\textbf{Student:} My notes say that a rotor in a laser field has $\langle\cos^2\theta\rangle=1/3+4w/135$ in weak light and $1-1/\sqrt w$ in strong light. The field reverses every couple of femtoseconds. I do not see how it aligns anything.

\textbf{Lecturer:} It acts through the induced dipole, which reverses with it. Let us fix the premises. The molecule is linear, in a ${}^1\Sigma$ electronic state and its lowest vibrational level, and is treated as a rigid rotor with energy $B\mathbf J^2$. Here $B$ is in joules and $\mathbf J$ is dimensionless, so $\mathbf J^2$ has eigenvalues $J(J+1)$. The field is linearly polarised along $Z$, $\mathcal E(t)=E_0\cos\omega_Lt$, and far from every electronic and vibrational resonance. The electrons then respond through a real polarisability tensor at frequency $\omega_L$, in C\,m$^2$/V, with component $\alpha_\parallel$ along the molecular axis $\mathbf n$ and $\alpha_\perp$ across it. I write $\Delta\alpha=\alpha_\parallel-\alpha_\perp$ and take it positive. With $\theta$ the angle between $\mathbf n$ and $Z$, the $ZZ$ component is $\alpha_\parallel\cos^2\theta+\alpha_\perp\sin^2\theta=\alpha_\perp+\Delta\alpha\cos^2\theta$. An induced dipole has energy $-\tfrac12\alpha_{ZZ}\mathcal E^2$, and the cycle average of $\cos^2\omega_Lt$ is $\tfrac12$, so
\begin{equation}
H=B\mathbf J^2-\tfrac14E_0^2\left(\alpha_\perp+\Delta\alpha\cos^2\theta\right).
\label{full}
\end{equation}
The $\alpha_\perp$ term shifts all rotational levels equally. Dropping it and dividing by $B$,
\begin{equation}
\hat h=\mathbf J^2-w\cos^2\theta,\qquad w=\frac{\Delta\alpha E_0^2}{4B}=\frac{\Delta\alpha\,I_L}{2\epsilon_0cB},
\label{h}
\end{equation}
where $I_L=\tfrac12\epsilon_0cE_0^2$.

\textbf{Student:} KRb is polar. You have thrown away $-d\,\mathcal E\cos\theta$, which is first order in the field.

\textbf{Lecturer:} Its cycle average vanishes, and we can size what survives. The torque has amplitude $T=dE_0\sin\theta$. A rotor with moment of inertia $\mathcal I=\hbar^2/2B$ driven fast wiggles with angular velocity amplitude $T/\mathcal I\omega_L$. The mean kinetic energy of the wiggle, $T^2/4\mathcal I\omega_L^2$, acts as a potential for the slow motion. It equals $Bw_d\sin^2\theta$ with
\begin{equation}
w_d=\frac{d^2E_0^2}{2\hbar^2\omega_L^2},
\label{wd}
\end{equation}
which adds to $w$. We shall see that it is negligible. The averaging needs $\hbar\omega_L$ far above every rotational spacing in play.

\textbf{Student:} Then which eigenstate of \eqref{h} are we talking about? Levels could cross as $w$ grows.

\textbf{Lecturer:} Symmetry settles it. $\hat h$ commutes with $J_Z$ and with the inversion $\mathbf n\to-\mathbf n$, for every $w$ and therefore also when $w$ changes in time. A molecule that starts in $J=0$ keeps $M=0$ and even parity. For $M=0$ the wavefunction depends only on $u=\cos\theta$, and
\begin{equation}
-\frac{d}{du}\left[(1-u^2)\frac{d\psi}{du}\right]-wu^2\psi=\varepsilon\psi,\qquad -1\le u\le1,
\label{ode}
\end{equation}
with $\psi$ finite at the ends. This is a Sturm--Liouville problem with one regular solution at each end, so its eigenvalues are simple and ordered by the number of nodes. They cannot cross. The state with $\psi$ constant at $w=0$ stays the nodeless, even, lowest state $|\tilde0\rangle$, with energy $B\varepsilon_0(w)$. It is a superposition of $J=0,2,4,\dots$, and once it librates about $Z$ it is called a pendular state.

\textbf{Student:} And I get the alignment from the energy alone?

\textbf{Lecturer:} By the Hellmann--Feynman theorem. Differentiate $\varepsilon_0=\langle\tilde0|\hat h|\tilde0\rangle$ for a normalised state:
\begin{equation}
\frac{d\varepsilon_0}{dw}=\langle\tilde0|\partial_w\hat h|\tilde0\rangle+\varepsilon_0\,\partial_w\langle\tilde0|\tilde0\rangle .
\end{equation}
The two terms in which the derivative hits the state combine into the last one because $\hat h$ is Hermitian and $\hat h|\tilde0\rangle=\varepsilon_0|\tilde0\rangle$, and that term is zero. With $\partial_w\hat h=-\cos^2\theta$,
\begin{equation}
\langle\cos^2\theta\rangle=-\frac{d\varepsilon_0}{dw}.
\label{HF}
\end{equation}
One more fact is free. The lowest eigenvalue is the minimum over trial states of $\langle\mathbf J^2\rangle-w\langle\cos^2\theta\rangle$, a minimum of straight lines in $w$, so $\varepsilon_0$ is concave and the alignment never decreases with $w$.

\textbf{Student:} Weak field first. Where does 135 come from?

\textbf{Lecturer:} From two matrix elements and one denominator. The normalised functions on $[-1,1]$ are $|J\rangle=\sqrt{(2J+1)/2}\,P_J(u)$. The Legendre recurrence gives
\begin{equation}
\langle J+1|u|J\rangle=x_J=\frac{J+1}{\sqrt{(2J+1)(2J+3)}},
\end{equation}
so $x_0^2=1/3$, $x_1^2=4/15$, $x_2^2=9/35$. Applying $u$ twice,
\begin{equation}
\langle0|u^2|0\rangle=\tfrac13,\qquad \kappa\equiv\langle2|u^2|0\rangle=x_0x_1=\frac{2}{3\sqrt5},\qquad\langle2|u^2|2\rangle=x_1^2+x_2^2=\tfrac{11}{21}.
\end{equation}
Write $|\tilde0\rangle\propto|0\rangle+a_2|2\rangle+a_4|4\rangle+\dots$ and project the eigenvalue equation on $|0\rangle$ and $|2\rangle$:
\begin{align}
\varepsilon_0&=-\tfrac13w-w\kappa a_2,\\
\left(6-\tfrac{11}{21}w-\varepsilon_0\right)a_2&=w\kappa+w\langle2|u^2|4\rangle a_4 .
\end{align}
The amplitude $a_4$ is fed from $a_2$ and is of order $w^2$, so the last term is of order $w^3$ and enters $\varepsilon_0$ at $w^4$. Putting $\varepsilon_0\approx-w/3$ in the bracket makes it $6-4w/21$, hence
\begin{equation}
a_2=\frac{w\kappa}{6}\left(1+\frac{2w}{63}+O(w^2)\right).
\end{equation}
With $\kappa^2=4/45$ we have $\kappa^2/6=2/135$, and $(2/135)(2/63)=4/8505$:
\begin{equation}
\varepsilon_0=-\frac w3-\frac{2w^2}{135}-\frac{4w^3}{8505}+O(w^4).
\label{eweak}
\end{equation}
The perturbation is bounded and the level is isolated, so the series converges for small $w$ and may be differentiated. Equation \eqref{HF} gives
\begin{equation}
\langle\cos^2\theta\rangle=\frac13+\frac{4w}{135}+\frac{4w^2}{2835}+O(w^3).
\label{weak}
\end{equation}
The quadratic term is $w/21$ times the linear one.

\textbf{Student:} I distrust a derivative that turns 2 into 4. Does the wavefunction agree?

\textbf{Lecturer:} To first order $\langle u^2\rangle=\tfrac13+2\kappa a_2=\tfrac13+\kappa^2w/3$, and $\kappa^2/3=4/135$. The alignment is an interference term between $J=0$ and $J=2$. It is linear in the amplitude $a_2$, while the population of $J=2$ is quadratic.

\textbf{Student:} Now strong field. I suppose you call it a harmonic oscillator and stop.

\textbf{Lecturer:} That is the picture. Let $q=\sqrt w$. Near $\theta=0$ the sphere is flat, $\hat h\approx-\nabla^2-w+w\theta^2$ in two dimensions. The ground state is $e^{-q\theta^2/2}$, its energy is $-w+2q$, and $\langle\theta^2\rangle=1/q$, so $\langle\cos^2\theta\rangle\approx1-1/q$.

\textbf{Student:} You dropped the curvature and the $\theta^4$ term of the potential. Since $\langle\theta^4\rangle$ is of order $1/w$, I expect a $1/w$ correction, which is not small at $w=25$.

\textbf{Lecturer:} A fair objection, and the answer is that the $1/w$ terms cancel. Near the pole $u\approx1-\theta^2/2$, so the Gaussian is $e^{qu}$ up to a constant. Put $\psi=e^{qu}g(u)$ in \eqref{ode}. The derivative term becomes
\begin{equation}
-e^{qu}\left[(1-u^2)(g''+2qg'+q^2g)-2u(g'+qg)\right],
\end{equation}
and $-q^2(1-u^2)-q^2u^2=-q^2$. With $\mu=\varepsilon+q^2$ the exact equation is
\begin{equation}
-2q(1-u^2)g'+2qug-(1-u^2)g''+2ug'=\mu g .
\label{geq}
\end{equation}
Expand $\mu=\mu_1q+\mu_0+\mu_{-1}/q+\dots$ and $g=g_0+g_1/q+\dots$. At order $q$,
\begin{equation}
-2(1-u^2)g_0'=(\mu_1-2u)g_0 .
\end{equation}
Near $u=1$ this gives $g_0\sim(1-u)^{(\mu_1-2)/4}$. A solution analytic at the pole needs $\mu_1=2+4\nu$ with $\nu=0,1,\dots$, and the nodeless state has $\nu=0$. Then $g_0'/g_0=-1/(1+u)$ and $g_0=1/(1+u)$. At order $q^0$,
\begin{equation}
-2(1-u^2)g_1'-2(1-u)g_1=\mu_0g_0+(1-u^2)g_0''-2ug_0' .
\label{o0}
\end{equation}
The left side vanishes at $u=1$, where $g_0=\tfrac12$ and $g_0'=-\tfrac14$, so $\mu_0/2+\tfrac12=0$ and $\mu_0=-1$. The right side is then $(1-u)/(1+u)^2$. Dividing by $-2(1-u)$ gives $[(1+u)g_1]'=-1/[2(1+u)^2]$, so $g_1=1/[2(1+u)^2]$, plus a multiple of $g_0$ that only renormalises $\psi$. At order $1/q$ the left side has the same form and again vanishes at $u=1$, which demands $\mu_{-1}g_0+\mu_0g_1-2g_1'=0$ there. With $g_1=\tfrac18$ and $g_1'=-\tfrac18$ this reads $\mu_{-1}/2-\tfrac18+\tfrac14=0$, so $\mu_{-1}=-\tfrac14$:
\begin{equation}
\varepsilon_0=-w+2\sqrt w-1-\frac1{4\sqrt w}+O(w^{-1}).
\label{estrong}
\end{equation}
The terms you worried about add up to the constant $-1$, which has no derivative. Equation \eqref{HF} gives
\begin{equation}
\langle\cos^2\theta\rangle=1-\frac1{\sqrt w}-\frac1{8w^{3/2}}+O(w^{-2}).
\label{strong}
\end{equation}

\textbf{Student:} That series is only asymptotic. You may not differentiate it term by term without a reason.

\textbf{Lecturer:} Concavity is the reason. For any $\delta>0$,
\begin{equation}
\frac{\varepsilon_0(w-\delta)-\varepsilon_0(w)}{\delta}\le-\varepsilon_0'(w)\le\frac{\varepsilon_0(w)-\varepsilon_0(w+\delta)}{\delta}.
\end{equation}
The recursion continues to any order, so take a remainder $O(w^{-N})$ with $N\ge4$ and $\delta=1/w$. Both bounds equal the derivative of the truncated series up to $O(w^{1-N})$ from the remainder and $O(\delta\,w^{-3/2})=O(w^{-5/2})$ from the curvature. That is finer than the accuracy claimed in \eqref{strong}.

\textbf{Student:} Your $g_0$ blows up at $u=-1$, and $e^{qu}g$ is not even.

\textbf{Lecturer:} It describes the well at $\theta=0$. There is a mirror well at $\theta=\pi$, and with $\phi=e^{qu}g$ the eigenstates are $\psi_\pm=\phi(u)\pm\phi(-u)$ on the half range $0\le u\le1$, the mirror term mattering only near $u=0$. Multiply the equation for $\psi_-$ by $\psi_+$, subtract the converse, and integrate over $[0,1]$. Only the boundary term at $u=0$ survives, where $\psi_-=0$ and $\psi_+'=0$:
\begin{equation}
\Delta\equiv\varepsilon_--\varepsilon_+=\frac{\psi_+(0)\psi_-'(0)}{\int_0^1\psi_+\psi_-\,du}\approx\frac{4\phi(0)\phi'(0)}{\int_0^1\phi^2du}\approx\frac{4q}{e^{2q}/8q}=32\,q^2e^{-2q}.
\label{split}
\end{equation}
I used $\phi(0)\approx1$, $\phi'(0)\approx q$ and $g_0(1)^2=\tfrac14$, with relative corrections of order $1/q$. The even state lies $\Delta/2$ below the doublet centre, so the alignment gains $\tfrac12\,d\Delta/dw=(1/4q)\,d\Delta/dq\approx-16qe^{-2q}$. No power series sees this term. It exceeds $1/8q^3$ in size until $128q^4=e^{2q}$, which is $w\approx36$. Note also that the even state has $\langle\cos\theta\rangle=0$. The molecule is aligned, but not oriented.

\textbf{Student:} How do the two limits fare in between?

\textbf{Lecturer:} Diagonalising $\hat h$ in the basis $J<40$ gives the last column.
\begin{equation*}
\begin{array}{rccc}
w & 1/3+4w/135 & 1-1/\sqrt w & \text{numerical}\\ \hline
1 & 0.363 & - & 0.364\\
4 & 0.452 & 0.500 & 0.468\\
10 & 0.630 & 0.684 & 0.645\\
25 & 1.074 & 0.800 & 0.796\\
100 & - & 0.900 & 0.900
\end{array}
\end{equation*}
At $w=25$ the deficit below $1-1/\sqrt w$ is 0.004. The power term supplies 0.0010, and the leading tunnelling estimate is 0.0036, somewhat too large because $1/q$ is not yet small. At $w=100$ the deficit is $1.6\times10^{-4}$, of which $1/8w^{3/2}$ supplies $1.25\times10^{-4}$.

\textbf{Student:} All of this is static. Where is the adiabatic part?

\textbf{Lecturer:} In the claim that the molecule is in $|\tilde0\rangle$ at all. Let $w$ depend on time and expand in instantaneous eigenstates, $\Psi=\sum_nb_n|\tilde n\rangle$. Then $i\hbar\dot b_n=B\varepsilon_nb_n-i\hbar\dot w\sum_m\langle\tilde n|\partial_w\tilde m\rangle b_m$. The eigenfunctions of \eqref{ode} can be chosen real, so $\langle\tilde n|\partial_w\tilde n\rangle=0$ and no geometric phase accumulates. Differentiating the eigenvalue equation and projecting on $\tilde n\ne\tilde0$ gives $\langle\tilde n|\partial_w\tilde0\rangle=\langle\tilde n|u^2|\tilde0\rangle/(\varepsilon_n-\varepsilon_0)$. A slowly varying source acting across a gap $B(\varepsilon_n-\varepsilon_0)$ drives an amplitude equal to their ratio, so the condition is
\begin{equation}
|b_n|\approx\frac{\hbar|\dot w|\,|\langle\tilde n|u^2|\tilde0\rangle|}{B(\varepsilon_n-\varepsilon_0)^2}\ll1 .
\label{adi}
\end{equation}

\textbf{Student:} But you just showed that the gap $\Delta$ closes exponentially. That should ruin \eqref{adi}.

\textbf{Lecturer:} The partner is odd and $u^2$ is even, so the numerator is exactly zero. The gap that counts is to the next even state, which correlates with $J=2$. It starts at $6B$, dips in the numerical spectrum to about $5.7B$ near $w=3.3$, and grows as $4B\sqrt w$, the step $\nu=0\to1$. In the oscillator limit, with $\xi=q\theta^2$, the two states are $e^{-\xi/2}$ and $(1-\xi)e^{-\xi/2}$, the matrix element of $\xi$ has size one, and that of $u^2$ has size $1/q$. Condition \eqref{adi} becomes $\hbar|\dot w|/(54\sqrt5\,B)\ll1$ in weak light and $\hbar|\dot w|/(16Bw^{3/2})\ll1$ in strong light.

\textbf{Student:} In weak light that looks too easy. If $w$ is tiny, even a sudden switch leaves nearly everything in $|\tilde0\rangle$.

\textbf{Lecturer:} True, and for the alignment the condition must be sharper, because the stray amplitude competes with $a_2$ and not with one. Solve the first-order problem. With $\Omega=6B/\hbar$ and $a_2$ the amplitude of $|2\rangle$ relative to $|0\rangle$,
\begin{equation}
\dot a_2=-i\Omega\left(a_2-\tfrac16\kappa w(t)\right).
\end{equation}
For a linear ramp $w=w_ft/\tau$ from $a_2=0$, substitution confirms
\begin{equation}
a_2=\frac{\kappa}{6}\left[w(t)-\frac{w_f}{i\Omega\tau}\left(1-e^{-i\Omega t}\right)\right],\qquad0\le t\le\tau .
\end{equation}
After the ramp the second term only rotates as $e^{-i\Omega(t-\tau)}$. Using $\langle u^2\rangle=\tfrac13+2\kappa\,\mathrm{Re}\,a_2$,
\begin{equation}
\langle\cos^2\theta\rangle=\frac13+\frac{4w_f}{135}\left[1-\frac{\sin\Omega t-\sin\Omega(t-\tau)}{\Omega\tau}\right],\qquad t\ge\tau .
\label{ramp}
\end{equation}
For $\tau\to0$ the bracket is $1-\cos\Omega t$, a beat of full depth. In general the beat is at most $2/\Omega\tau$ of the adiabatic value, so we need $\tau\gg\hbar/6B$.

\textbf{Student:} Before numbers, give me the range of validity in one place.

\textbf{Lecturer:} The model needs a rigid ${}^1\Sigma$ rotor, linear polarisation, light far from resonance and fast against rotation, a response quadratic in the field, negligible photon scattering, a start in $J=0$, and a slow ramp. The linear law has relative correction $w/21$ on the induced part and serves for $w\lesssim1$. The law $1-1/\sqrt w$ is high by 0.004 at $w=25$ and has correction $-1/8w^{3/2}$ once $w$ is well above 36. Two further couplings are absent from \eqref{h}, and both matter for KRb. One is a static electric field $E_s$ along $Z$, which adds $-\eta u$ to $\hat h$ with $\eta=dE_s/B$. It mixes in $|1\rangle$ with amplitude $\eta x_0/2$ and $|2\rangle$ with amplitude $\eta^2x_0x_1/12$. Since $\langle1|u^2|1\rangle=\tfrac35$,
\begin{equation}
\langle u^2\rangle-\tfrac13=\frac{\eta^2}{12}\left(\frac35-\frac13\right)+\frac{\kappa^2\eta^2}{6}=\frac{\eta^2}{27}.
\label{stat}
\end{equation}
In strong light such a field also breaks parity and mixes the doublet once $2\eta$ is comparable with $\Delta$. The other is the nuclear quadrupole coupling. For a nucleus of spin $I$ and coupling constant $\chi$ it reads $\chi[3(\mathbf I\cdot\mathbf n)^2-I(I+1)]/[4I(2I-1)]$. Let a magnetic field along $Z$ make $m_I$ a good label in $J=0$. The diagonal element of $(\mathbf I\cdot\mathbf n)^2$ is $m_I^2\cos^2\theta+\tfrac12[I(I+1)-m_I^2]\sin^2\theta$, so the square bracket has diagonal part $[3m_I^2-I(I+1)]P_2(\cos\theta)$. For $|m_I|=I$ the energy is $\tfrac14\chi P_2=\tfrac38\chi\cos^2\theta+\text{const}$, which acts as $w_Q=-3\chi/8B$. Terms that change $m_I$ admix states orthogonal in spin and do not enter $\langle u^2\rangle$ at first order.

\textbf{Student:} Now the lattice. I expect a good pendular state.

\textbf{Lecturer:} You will be disappointed. Take approximate inputs for ground-state ${}^{40}$K${}^{87}$Rb in light of $\lambda=1064$\,nm: $B/h\approx1.11$\,GHz, $\Delta\alpha\approx2.4\times10^{-38}$ and $\alpha_\perp\approx1.2\times10^{-38}$\,C\,m$^2$/V, $d\approx1.9\times10^{-30}$\,C\,m, mass $m\approx127$\,u. Let a beam of $5.0\times10^6$\,W/m$^2$ be retro-reflected. The amplitudes add at an antinode, so $E_0$ doubles and the $I_L$ of \eqref{h}, which labels $E_0^2$ and is not a net flux, is $2.0\times10^7$\,W/m$^2$. Carrying unrounded intermediates,
\begin{align}
E_0&=\sqrt{2I_L/\epsilon_0c}=1.2\times10^5\ \mathrm{V/m},\\
\Delta\alpha E_0^2/4h&=0.14\ \mathrm{MHz},\qquad w=1.2\times10^{-4},\\
\langle\cos^2\theta\rangle-\tfrac13&=4w/135=3.6\times10^{-6}.
\end{align}
The energy that goes with this, $2w^2B/135$, is $h\times0.25$\,Hz. The light oscillates at 282\,THz against a gap $6B/h=6.66$\,GHz, and \eqref{wd} gives $w_d=7.8\times10^{-13}$, so the averaging is safe. The time $\hbar/6B$ is 24\,ps, and a ramp of 1\,ms leaves a beat of at most $4.8\times10^{-8}$ of the signal. The quadratic term of \eqref{weak} is a relative $6\times10^{-6}$. Centrifugal distortion lowers the gap by a relative $6D/B$ with $D\approx4B^3/(h\nu_v)^2$, and for a vibrational frequency $\nu_v\approx2.3$\,THz this is also $6\times10^{-6}$. Both lie far below the precision of the inputs.

\textbf{Student:} The molecule does not sit on the antinode. It has a motional wavefunction.

\textbf{Lecturer:} That correction is visible. Along the beam $w(x)=w\cos^2k_Lx$ with $k_L=2\pi/\lambda$. By \eqref{full} and \eqref{eweak}, $J=0$ feels the potential $-U_0\cos^2k_Lx$ with $U_0=\bar\alpha E_0^2/4$ and $\bar\alpha=\alpha_\perp+\Delta\alpha/3=2.0\times10^{-38}$\,C\,m$^2$/V, so $U_0/h=0.11$\,MHz. The recoil energy is $E_R=h^2/2m\lambda^2=h\times1.39$\,kHz, and $s=U_0/E_R=82$. In the harmonic well $\hbar\omega_x=2E_R\sqrt s=h\times25$\,kHz, far below $6B$, so the rotor follows the local field. In the motional ground state $\langle k_L^2x^2\rangle=E_R/\hbar\omega_x=1/2\sqrt s=0.055$. The law is linear in $w$, so the average falls by that fraction to $3.4\times10^{-6}$. Spread across the beam profile would lower it further.

\textbf{Student:} And the two couplings you flagged?

\textbf{Lecturer:} By \eqref{stat}, a static field of $3.8\times10^3$\,V/m already matches the antinode value $3.6\times10^{-6}$. For ${}^{87}$Rb, with $I=3/2$ and $|\chi|/h\approx1.4$\,MHz as an approximate input, $|w_Q|=4.7\times10^{-4}$. That produces a departure from $1/3$ of size $1.4\times10^{-5}$ with the laser off, 3.8 times the optical effect at the antinode, and the potassium nucleus adds a term of the same form. At first order these contributions add, so $4w/135$ is the change caused by the light and not the whole departure from isotropy. Cross terms are smaller by factors of order $w_Q$ or $\eta^2$.

\textbf{Student:} So a lattice never reaches the pendular limit.

\textbf{Lecturer:} Not at such intensities. Inverting \eqref{h}, $w=1$ needs $I_L=2\epsilon_0cB/\Delta\alpha=1.6\times10^{11}$\,W/m$^2$, and $w=100$, where the model gives $\langle\cos^2\theta\rangle=0.900$, needs $1.6\times10^{13}$\,W/m$^2$. That is the range of focused pulses, where the premises on scattering and on a quadratic response must be examined again. In the lattice considered here the light changes $\langle\cos^2\theta\rangle$ of the $J=0$ molecule by a few parts in a million, while the nuclear quadrupole coupling gives a larger departure from isotropy, of order $10^{-5}$, with or without the light. The molecule follows the light adiabatically by a margin of more than seven orders of magnitude.